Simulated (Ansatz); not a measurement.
**From GeF4 to GeI4: predicting a member**

Gas-phase molecules. On one Ge centre, n of the F ligands are replaced by I. The atomisation energy (no zero-point term) y in kJ/mol at MP2/def2-TZVPP. Shapes: PBE0-D4/def2-TZVP. Programs: Ansatz 0.2.0.

```
molecule  n  y (kJ/mol)
    GeF4  0        2014
  GeI2F2  2        1523
   GeI3F  3           ?
    GeI4  4        1062
```

Q: Fit y = c + s·n to the known rows and predict GeI3F.

A: 
1. Means of the 3 rows: n = 2.00000, y = 1533.0.
2. Σ(Δn)² = 8, Σ(Δn·Δy) = -1904, so the slope is -1904/8 = -238.
3. Intercept: 1533.0 − (-238) × 2.00000 = 2009.0. The largest residual of the fit is 10.0.
4. GeI3F: 2009.0 + (-238) × 3 = 1295 kJ/mol.

The run gave 1287 kJ/mol, so the prediction is off by +8 kJ/mol, within the largest residual. The steps per swap are -246, -236, -225 kJ/mol. The slope is the difference between a Ge–I and a Ge–F bond. Other levels give for GeI3F: BHLYP-D4/def2-TZVPP 1147; MP2/def2-SVP 1157 kJ/mol. Spin-orbit coupling of the free atoms (F 2, I 30 kJ/mol each; the atoms kept shift only the intercept) is left out. For atoms past krypton def2 sets carry core potentials with scalar relativity. Relativity is left out for Ge. Outer-core shells of Ge, I are correlated, in sets that cover them unevenly.

Replacing fluorine by iodine weakens the binding almost additively, by -246, -236 and -225 kJ/mol per swap. The Ge–F bond is the stronger because fluorine is small and very electronegative, which gives a short, strongly polar bond, whereas the diffuse 5p orbital of iodine overlaps less well with germanium and the bond has less ionic stabilisation.

The shrinking steps show a slight curvature, so the straight line overshoots both mixed molecules. At this level, redistribution of GeI2F2 or GeI3F into GeF4 and GeI4 is therefore energetically downhill. This suggests that Ge–F bonds reinforce one another on a common centre, probably because each added fluorine makes germanium more positive. The free-atom spin-orbit terms would steepen the slope but cancel in this redistribution.

The good prediction for GeI3F thus supports near-additivity rather than a secure absolute atomisation energy, which the other levels place much lower, probably through incomplete recovery of the correlation energy of the bonds. With three fitted points, the largest residual is no reliable error bar.
